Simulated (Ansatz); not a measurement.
# PbSe: energy above lowest point against volume scale

Free energy against uniform scaling of the volume at fixed shape and fractions; periodic cell, basis, potentials, k mesh and filling as listed. The results are calculated, by Ansatz 0.2.0.

The cell before it is scaled or strained (space group Fm-3m, No. 225):
```
PbSe
1.0
      0.0000     3.0606     3.0606
      3.0606     0.0000     3.0606
      3.0606     3.0606     0.0000
Pb Se
1 1
Direct
  0.00000 0.00000 0.00000
  0.50000 0.50000 0.50000
```

Settings of every row: functional LDA; dispersion none; potentials all-electron LAPW; k mesh 5x5x5; k shift 0x0x0; occupations fixed; smearing width 0 eV; spin none.

Limits: no spin-orbit coupling, which can matter with elements this heavy.

| row | volume scale | V (Å³/atom) | energy above lowest point (meV/atom) |
| --- | --- | --- | --- |
| 1 | 0.94 | 26.949 | 1.7 |
| 2 | 0.96 | 27.523 | 0 |
| 3 | 0.98 | 28.096 | 2.6 |
| 4 | 1 | 28.669 | ? |
| 5 | 1.02 | 29.243 | 18.9 |
| 6 | 1.04 | 29.816 | 31.8 |
| 7 | 1.06 | 30.39 | 47.4 |

Question: what energy above lowest point should row 4 give?

Worked fit of energy above lowest point. Take u = (V_r/V)^(2/3) − 1 with V_r = 28.669 Å³ an atom, which is twice the finite (Eulerian) strain; such expansions in the strain, on which the Birch-Murnaghan equation of state is built, carry the rest volume and the bulk modulus. The shown rows have u = 0.04211, 0.02757, 0.01355, -0.01313, -0.02581, -0.03812. Least squares give energy above lowest point = 9.04 − 616.1 × u + 10359 × u² + 3165 × u³ meV/atom; a parabola predicts inner rows, each left out in turn, worse (root mean square 0.071 against 0.016 meV/atom). All shown rows lie on it to the printed digit. Its lowest point lies at u = 0.0293, or V = 27.45 Å³ an atom, and the curvature there gives the bulk modulus at fixed shape and fractions, B = (4/9)(1 + u)² E″(u)/V = 58.5 GPa. The withheld row has u = 0, so the fit gives 9.04 − 616.1 × (0) + 10359 × (0)² + 3165 × (0)³ = 9.0 meV/atom.

The calculation gave 9 meV/atom. The fit meets it to the printed digit.
